**Vacancies in silicon: how strongly does a missing atom scatter phonons?**

**The problem**

Take silicon at $T=300$ K with a fraction $c=1.0\times10^{-3}$ of its sites empty at random, an assumed concentration of the kind one might discuss for an implanted layer. Measured data, as compiled values: $C_{11}=165.64$, $C_{12}=63.94$, $C_{44}=79.51$ GPa (Oses 2018); Debye temperature $\theta=645$ K for silicon and 2250 K for diamond (Råsander 2015); linear expansion $\alpha=2.6\times10^{-6}$ K$^{-1}$ at 293 K (Kaye and Laby Online); conductivity $\kappa_0=130$ W/(m K) (Ioffe Institute). I use them all at 300 K, although most come without a stated temperature. Typical values: lattice constants 5.431 Å (Si) and 5.658 Å (Ge), atomic masses 28.09 u and 72.63 u, isotopic mass variance of natural silicon $2.0\times10^{-4}$. Assumed model constants: strain sum $Q=3.2$, stiffness exponent $p=3$, radial relaxation $\Delta R/R=\pm0.10$ of the neighbours of the vacancy.

We want (a) the velocity and the Grüneisen parameter, (b) the scattering strength of a vacancy beside that of a germanium atom, (c) the linewidth and mean free path of a 10 meV phonon, (d) the conductivity. Throughout, $\omega$ is an angular frequency, $V_0$ the volume per atom, $1/\tau$ a rate of decay of energy, and every difference $\Delta$ means defect minus host. I carry unrounded numbers from step to step.

**Why the rate goes as $\omega^4$**

The normal modes solve $(\Phi-M\omega^2)u=0$, so a defect adds the perturbation $V=\Delta\Phi-\omega^2\Delta M$. Write its element between plane waves of unit amplitude as $M\omega^2A$, with $A$ dimensionless. In a crystal of $N$ atoms this couples two normalised modes with strength $\omega^2A/N$ in $\omega^2$, which is $\omega A/2N$ in $\omega$. One Debye branch has $\omega^2/2\pi^2v^3$ states per unit volume and frequency. The golden rule for $cN$ independent defects gives

$$\frac1\tau=2\pi\,cN\,\frac{\omega^2\langle A^2\rangle}{4N^2}\,\frac{NV_0\,\omega^2}{2\pi^2v^3}=\frac{V_0\,\Gamma\,\omega^4}{4\pi v^3},\qquad \Gamma=c\langle A^2\rangle .$$

For a pure mass defect $A=-\Delta M/M$. With three branches the squared overlap of polarisations averages to $1/3$ and the final states add, so the formula stands with $3/v^3=1/v_L^3+2/v_T^3$.

Klemens in 1955 added a change $\Delta K$ of the nearest-neighbour force constant and the strain field of a misfit $\Delta R$ in the neighbour distance:

$$\frac1\tau=\frac{3V_0\,c\,S^2\omega^4}{\pi v^3},\qquad S^2=\frac1{12}\Big(\frac{\Delta M}{M}\Big)^2+\Big[\frac{\Delta K}{\sqrt6\,K}-\sqrt{\tfrac23}\,Q\gamma\frac{\Delta R}{R}\Big]^2 .$$

Comparing prefactors, $\Gamma=12cS^2$, that is

$$\frac{\Gamma}{c}=\Big(\frac{\Delta M}{M}\Big)^2+2\Big(\frac{\Delta K}{K}-2Q\gamma\frac{\Delta R}{R}\Big)^2 .$$

Strain acts through anharmonicity on the stiffness of bonds, so it is the same kind of perturbation as $\Delta K$ and adds to it inside the bracket. $Q$ is a sum over the strained bonds of a simple cubic model. I quote it and do not derive it: 3.2 when the nearest bonds are counted in $\Delta K$, and an assumed 4.2 when they are left in the strain sum.

*Question: Why do mass and stiffness add in squares, without a cross term?*

A model we can solve shows it. Take a simple cubic lattice of spacing $a$ with one scalar displacement per site and springs $K$ to the six neighbours $\delta$. Its dispersion is $M\omega^2=2K\sum_i(1-\cos k_ia)$, which tends to $Ka^2k^2$. Change the mass of one atom by the fraction $m$ and its six springs by the fraction $s$. The springs contribute

$$sK\sum_\delta(e^{-i\mathbf k'\cdot\delta}-1)(e^{i\mathbf k\cdot\delta}-1)\;\to\;2sKa^2\,\mathbf k\cdot\mathbf k'=2sM\omega^2\cos\vartheta ,$$

so $A(\vartheta)=-m+2s\cos\vartheta$, with $\vartheta$ the scattering angle. The mass feels the displacement and radiates isotropically. The bonds feel the gradient and radiate as $\cos\vartheta$. The average over directions is $\langle A^2\rangle=m^2+\tfrac43s^2$, with no cross term. The coefficient is $4/3$ here and 2 in the formula of Klemens, so treat it as a model-dependent number of order one.

**The alloy form**

In an alloy A$_{1-x}$B$_x$ we scatter from deviations about the mean. A sites deviate by $-x\Delta M$ and B sites by $(1-x)\Delta M$, so the variance is $(1-x)x^2+x(1-x)^2=x(1-x)$ times $\Delta M^2$. The bracket is linear in the deviations and gets the same factor. Tie both of its terms to the difference $\Delta a$ of the lattice constants of the end members by $\Delta R/R=\eta\,\Delta a/a$ and $\Delta K/K=-p\,\Delta R/R$. The result is the form used by Abeles in 1963,

$$\Gamma=x(1-x)\Big[\Big(\frac{\Delta M}{\bar M}\Big)^2+\epsilon\Big(\frac{\Delta a}{a}\Big)^2\Big],\qquad \epsilon=2\eta^2(p+2Q\gamma)^2 .$$

For a misfitting elastic sphere with the bulk modulus $B$ and shear modulus $G$ of its host, the pressure $3B(e_0-e)$ inside balances the restoring pressure $4Ge$ of the hole, where $e_0$ is the misfit and $e$ the radial strain that results. Hence $\eta=e/e_0=B/(B+4G/3)$.

**The vacancy and the virial count**

A vacancy removes an atom and all its bonds. In a harmonic mode the virial theorem makes the mean potential energy equal to the mean kinetic energy. With pair forces every bond is shared by two atoms, so the bonds that end on one atom hold twice the potential energy per atom. In units of the kinetic energy per atom, the missing atom of mass $M_v$ takes away $M_v/M$, where $M$ is the mean atomic mass, and the missing bonds take away 2. Ratsifaritana and Klemens in 1987 added these two losses and treated the vacancy as a mass defect with

$$\frac{\Delta M}{M}=-\frac{M_v}{M}-2 .$$

In an elemental crystal this is $-3$, and $\Gamma=9c$, nine times the rate of the missing mass alone.

*Question: Removing mass raises a frequency and cutting bonds lowers it. Should the two terms not have opposite signs?*

For forward scattering they do. The virial theorem concerns the energy of one mode, so it fixes the diagonal element $\mathbf k'=\mathbf k$. There the cut springs give $-K\sum_\delta|e^{i\mathbf k\cdot\delta}-1|^2=-2M\omega^2$ at any $\mathbf k$, which is the 2 of the rule. With $m=s=-1$ we have $A=1-2\cos\vartheta$. Forward, $A=-1$, and to first order sound slows by the fraction $c/2$. Backward, the gradient of the outgoing wave has changed sign while its displacement has not, and $A=3$. In general $A(\pi)=-(m+2s)$, which for $m=-M_v/M$ and $s=-1$ is the rule with its sign reversed. So the virial theorem supplies the size of the bond term, and nine is the backscattering intensity assigned to all angles.

Heat resistance does favour large angles. Elastic scattering relaxes a current with the weight $1-\cos\vartheta$, and then the cross term survives:

$$\langle A^2(1-\cos\vartheta)\rangle=m^2+\tfrac43s^2+\tfrac43ms .$$

A pure mass defect keeps its value $m^2$. The vacancy gets $11/3=3.67$, against $7/3$ without the weight.

*Question: A change of 100 per cent is not small. Once the bonds are cut, the mass of the loose atom cannot even matter. What is left of first-order theory?*

In the scalar model we can do the long-wave limit exactly. Write the equations of the defective lattice as those of the perfect one with source forces on the empty site and its six neighbours, giving the empty site any fictitious displacement. In the fully symmetric part of the far field the fictitious displacement cancels, and what remains is $M\omega^2\bar u$, where $\bar u$ is the mean displacement of the six neighbours. It tends to the incident amplitude, so the isotropic term stays 1. In the odd channel, the normalised combination of the neighbours at $+a$ and $-a$ with opposite signs loses a spring $K$, and repeated scattering turns $-K$ into $-K/(1-g)$. Here $g/K=G(0)-G(2a,0,0)$ is a difference of static lattice Green functions. Two of the three zone integrals give a complete elliptic integral $\mathsf K$ of parameter $4/E^2$:

$$g=\frac1{\pi^2}\int_0^\pi\frac{1-\cos2x}{E}\,\mathsf K\!\Big(\frac4{E^2}\Big)dx=0.210,\qquad E=3-\cos x .$$

Then $A=1-\beta\cos\vartheta$ with $\beta=2/(1-g)=2.53$. The weighted average is $1+\beta^2/3+2\beta/3=4.82$, and the backward intensity is 12.5.

*Question: Then nine is an overestimate?*

In this model, yes, by a factor 1.87. For silicon I cannot conclude that, because the count of two assumes pair forces. The diamond lattice has six bond angles per atom. A vacancy destroys its own six and three at each of its four neighbours, 18 in all, three times the share of one atom. A long transverse wave along [110] polarised along $[1\bar10]$ changes no bond length to first order, so in a model of bond stretching and bond bending its potential energy is all in the angles. The same count then gives $1+3=4$ and a backward intensity of 16. Nine is neither a theorem nor a bound. It is an estimate, and we shall see what its uncertainty costs.

**(a) Velocity and Grüneisen parameter**

With eight atoms per cube, $V_0=(5.431\ \text{Å})^3/8=20.024$ Å$^3$. The vacancy density is $c/V_0=0.050$ nm$^{-3}$, a mean spacing of 2.7 nm. The Debye wave number is $q_D=(6\pi^2/V_0)^{1/3}=1.435$ Å$^{-1}$, and $\hbar\omega_D=k_B\theta=8.617\times10^{-5}\ \text{eV/K}\times645\ \text{K}=55.58$ meV. So $\hbar v=k_B\theta/q_D=0.03872$ eV Å, and with $\hbar=6.582\times10^{-4}$ eV ps we get $v=58.83$ Å/ps.

The elastic constants give a second route to the same average. $B=(C_{11}+2C_{12})/3=97.84$ GPa. With $D=C_{11}-C_{12}$, the Voigt shear modulus $(D+3C_{44})/5$ is 68.05 GPa, the Reuss modulus $5DC_{44}/(4C_{44}+3D)$ is 64.88 GPa, and their mean is $G=66.46$ GPa. The density $M/V_0$ is 2329 kg/m$^3$. Then $v_T=\sqrt{G/\rho}=53.4$ Å/ps, $v_L=\sqrt{(B+4G/3)/\rho}=89.5$ Å/ps and $v=59.1$ Å/ps. The two values of $v^3$ differ by 1.5 per cent, far below the uncertainty of $\Gamma$. I keep the first.

The thermodynamic Grüneisen parameter is $\gamma=3\alpha BV_0/c_V$. Here $BV_0=12.23$ eV, so the numerator is $9.54\times10^{-5}$ eV/K. At $\theta/T=2.15$ the Debye heat capacity is 0.802 of $3k_B$, or $2.074\times10^{-4}$ eV/K per atom. Thus $\gamma=0.46$ and $2Q\gamma=2.94$.

**(b) Scattering strengths**

A dilute germanium atom has $\Delta M/M=1.586$, whose square is 2.51, and $\Delta a/a=0.0418$. With $\eta=0.525$ we find $\epsilon=19$ and a strain and stiffness term of 0.034. Germanium in silicon is a mass scatterer in this model.

For the vacancy in the 1955 formula put $\Delta M/M=\Delta K/K=-1$. Without relaxation $\Gamma/c=1+2=3$. Inward relaxation by 0.10 gives $1+2(-1+0.294)^2=2.00$, and outward relaxation by 0.10 gives 4.35. The virial rule gives 9, between three and four germanium atoms' worth.

*Question: How far do you trust that strain term?*

To within a factor of a few. The step from $Q=3.2$ to 4.2 amounts to giving the nearest bonds $\Delta K/K=-2\gamma\Delta R/R$, whereas uniform dilation with $\omega\propto V^{-\gamma}$ gives $-6\gamma\Delta R/R$. The identification of $\gamma$ with the thermodynamic value is therefore loose by up to three. That value is also a heat-capacity average, in which mode parameters of opposite sign cancel. With $2Q\gamma$ tripled, the two relaxed cases become 1.0 and 8.1. The virial rule omits relaxation altogether, so the neglected term can rival the bond term itself.

**(c) A 10 meV phonon**

Since $\omega_D^3=6\pi^2v^3/V_0$, the volume and the velocity combine, and

$$\frac\hbar\tau=\frac{3\pi}{2}\,\Gamma\,\frac{(\hbar\omega)^4}{(k_B\theta)^3}.$$

With $\Gamma=9.0\times10^{-3}$ and $(k_B\theta)^3=1.717\times10^{-4}$ eV$^3$,

$$\frac\hbar\tau=4.712\times9.0\times10^{-3}\times\frac{1.0\times10^{-8}\ \text{eV}^4}{1.717\times10^{-4}\ \text{eV}^3}=2.47\times10^{-6}\ \text{eV}.$$

So $\tau=266$ ps and $\ell=v\tau=1.6\times10^3$ nm. The wave number is $0.010\ \text{eV}/\hbar v=0.258$ Å$^{-1}$ and the wavelength 2.43 nm. The path is hundreds of wavelengths long, so treating the defects as independent is safe. The point-like limit is less so. With the bond length $d=\sqrt3a/4=2.35$ Å, the expansion parameter $(qd)^2$ is 0.37, and it passes one well before the Debye energy.

*Question: And diamond?*

At the same phonon energy and the same $\Gamma$ the linewidth is smaller by $(2250/645)^3=42$, that is $5.8\times10^{-8}$ eV. In the scaled variable $\omega/\omega_D$ the product $\omega\tau$ is the same in the two crystals.

**(d) Conductivity**

Represent the intrinsic scattering by $1/\tau_U=b\omega^2$, give each mode the heat capacity $k_B$, and add rates, with $1/\tau=A_d\omega^4$ and $A_d=V_0\Gamma/4\pi v^3$. Then

$$\kappa=\frac{k_B}{2\pi^2v}\int_0^{\omega_D}\frac{d\omega}{b+A_d\omega^2},\qquad \kappa_0=\frac{k_B\omega_D}{2\pi^2vb},\qquad \frac{\kappa}{\kappa_0}=\frac{\arctan u}{u},$$

with $u^2=A_d\omega_D^2/b=\pi V_0\theta\kappa_0\Gamma/2\hbar v^2$. The constant $b$ is fitted to the compiled $\kappa_0$, which in our units is 0.08114 eV/(ps Å K). This gives $b=7.72\times10^{-17}$ s and an intrinsic path of 330 nm at 10 meV. Further,

$$\frac{u^2}{\Gamma}=\frac{\pi\times20.024\ \text{Å}^3\times645\ \text{K}\times0.08114\ \text{eV/(ps Å K)}}{2\times6.582\times10^{-4}\ \text{eV ps}\times(58.83\ \text{Å/ps})^2}=723 .$$

For the virial rule $u^2=6.50$ and $u=2.55$. Vacancies overtake intrinsic scattering above $\hbar\omega_D/u=21.8$ meV. The table carries each estimate of $\Gamma/c$ through the same steps, with $\ell$ the defect-limited path at 10 meV. The two scalar rows borrow a number from the simple cubic model.

| counting | $\Gamma/c$ | $\ell$ ($10^3$ nm) | $u$ | $\kappa/\kappa_0$ | $\kappa$ (W/(m K)) |
|---|---|---|---|---|---|
| missing mass only | 1 | 14 | 0.85 | 0.83 | 108 |
| 1955 formula, unrelaxed | 3 | 4.7 | 1.47 | 0.66 | 86 |
| scalar model, first order | 3.67 | 3.8 | 1.63 | 0.63 | 81 |
| scalar model, exact long-wave | 4.82 | 2.9 | 1.87 | 0.58 | 75 |
| virial rule | 9 | 1.6 | 2.55 | 0.47 | 61 |

A factor of nine in the rate becomes less than a factor of two in $\kappa$, because the low-frequency phonons escape an $\omega^4$ scatterer.

*Question: You used classical heat capacities below the Debye temperature, and your $\kappa_0$ already contains isotopes.*

Both effects are small here. Put the weight $W=y^2e^y/(e^y-1)^2$, with $y=\hbar\omega/k_BT$, under the integral. Its mean over $0<\omega<\omega_D$ is 0.887, refitting multiplies $b$ by that number, and the ratio in the last row moves from 0.47 to 0.48. The isotopic variance equals $9c$ at $c=2.2\times10^{-5}$. Alone it gives $\arctan u/u=0.96$, so absorbing it in $b$ is harmless at our concentration, though not at one fifty times lower.

*Question: Do single vacancies even exist in silicon at 300 K?*

Typically they do not last. They are mobile well below room temperature and end up as pairs or bound to oxygen or dopants, whereas in diamond they are typically immobile at 300 K. Read $c$ as a count of missing atoms. For wavelengths long against the pair, a divacancy has twice the missing mass at half the concentration, so the mass part of the rate per missing atom doubles. Displaced atoms that remain as interstitials scatter in addition.

*Question: How close is 61 to real silicon?*

It is the model's number, and the weak part is the spectrum. In the model every frequency interval carries the same heat, and intrinsic paths above 1000 nm belong to phonons below 5.7 meV, a fraction 0.10 of $\kappa_0$. As typical knowledge, not as a measurement, such phonons carry roughly 40 to 50 per cent of the heat in silicon at room temperature, so the model misses that share by a factor of four to five on the low side. These phonons hardly see vacancies, and on this count the table overstates the loss. In the other direction, the rate is proportional to $\omega^2$ times the true density of states, and the transverse acoustic branches typically flatten below about 20 meV, where they offer more final states than the Debye parabola. On that count the table understates the loss. The model's answer for one empty site in a thousand is thus 61 W/(m K) with the virial rule and 75 to 86 W/(m K) with the three angle-averaged counts. Because $\kappa$ depends on $c$ only through $\Gamma$, a vacancy concentration inferred from a conductivity changes by a factor of 1.87 to 3 between these choices.